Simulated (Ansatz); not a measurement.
A series in volume scale on Fe

All results are calculated (Ansatz 0.2.0). Plane-wave DFT, scalar-relativistic PAW made under PBE with cores redone for the functional, no dispersion; the given relaxed cell is scaled uniformly, energy at zero smearing counts from the unscaled cell, pressure at the given Fermi-Dirac smearing is positive in compression.

The cell before it is scaled or strained (space group Pm-3m, No. 221):
```
Fe
1.0
      0.0000     2.4343     2.4343
      2.4343     0.0000     2.4343
      2.4343     2.4343     0.0000
Fe
2
Direct
  1.00000 0.00000 0.00000
  0.50000 0.50000 0.50000
```

Settings of every row: spin polarised yes; functional r2SCAN; wave cutoff 500 eV; smearing width 0.05 eV; k mesh 13x13x13.

Atom:
| element | starting moment (Bohr magneton) |
| --- | --- |
| Fe | 2.74 |
| Fe | -2.74 |

Limits: search for a lower magnetic state is off; the cell comes from a prototype or a list of computed structures and needn't be the stable phase.

| row | volume scale | V (Å³/atom) | energy change per atom (meV) | largest site moment (Bohr magneton) | pressure (GPa) |
| --- | --- | --- | --- | --- | --- |
| 1 | 0.88 | 12.694 | 78.8 | 2.52 | 16.46 |
| 2 | 0.92 | 13.271 | 32.08 | 2.6 | 9.74 |
| 3 | 0.96 | 13.848 | ? | ? | ? |
| 4 | 1.04 | 15.002 | 6.91 | 2.8 | -3.59 |
| 5 | 1.08 | 15.579 | 25.24 | 2.85 | -6.42 |
| 6 | 1.12 | 16.156 | 52.73 | 2.9 | -8.7 |

Question: what energy change per atom and largest site moment should row 3 give?

Worked fit of energy change per atom. Take u = (V_r/V)^(2/3) − 1 with V_r = 15.002 Å³ an atom, which is twice the finite (Eulerian) strain; such expansions in the strain, on which the Birch-Murnaghan equation of state is built, carry the rest volume and the bulk modulus. The shown rows have u = 0.11781, 0.08517, 0, -0.02485, -0.0482. Least squares give energy change per atom = 6.742 − 502.89 × u + 9445.53 × u² meV; a straight line predicts inner rows, each left out in turn, worse (root mean square 27 against 0.48 meV). The rows lie off it by 0.21, -0.35, 0.17, 0.17, -0.20 (root mean square 0.23 meV). The withheld row has u = 0.05481, so the fit gives 6.742 − 502.89 × (0.05481) + 9445.53 × (0.05481)² = 7.55 meV.

The calculation gave 7.25 meV. The fit lies 0.30 meV (4.1 % of the value, 0.42 % of the column's range) above it; its largest miss of a shown row is 0.35 meV.

Worked fit of largest site moment. Take t = volume scale − 1. The shown rows have t = -0.12, -0.08, 0.04, 0.08, 0.12. Least squares give largest site moment = 2.739 + 1.578 × t − 2.04 × t² Bohr magneton; a straight line predicts inner rows, each left out in turn, worse (root mean square 0.013 against 0.0026 Bohr magneton). All shown rows lie on it to the printed digit. The withheld row has t = -0.04, so the fit gives 2.739 + 1.578 × (-0.04) − 2.04 × (-0.04)² = 2.67 Bohr magneton.

The calculation gave 2.67 Bohr magneton. The fit meets it to the printed digit.

The other values of row 3: pressure 4.31 GPa.
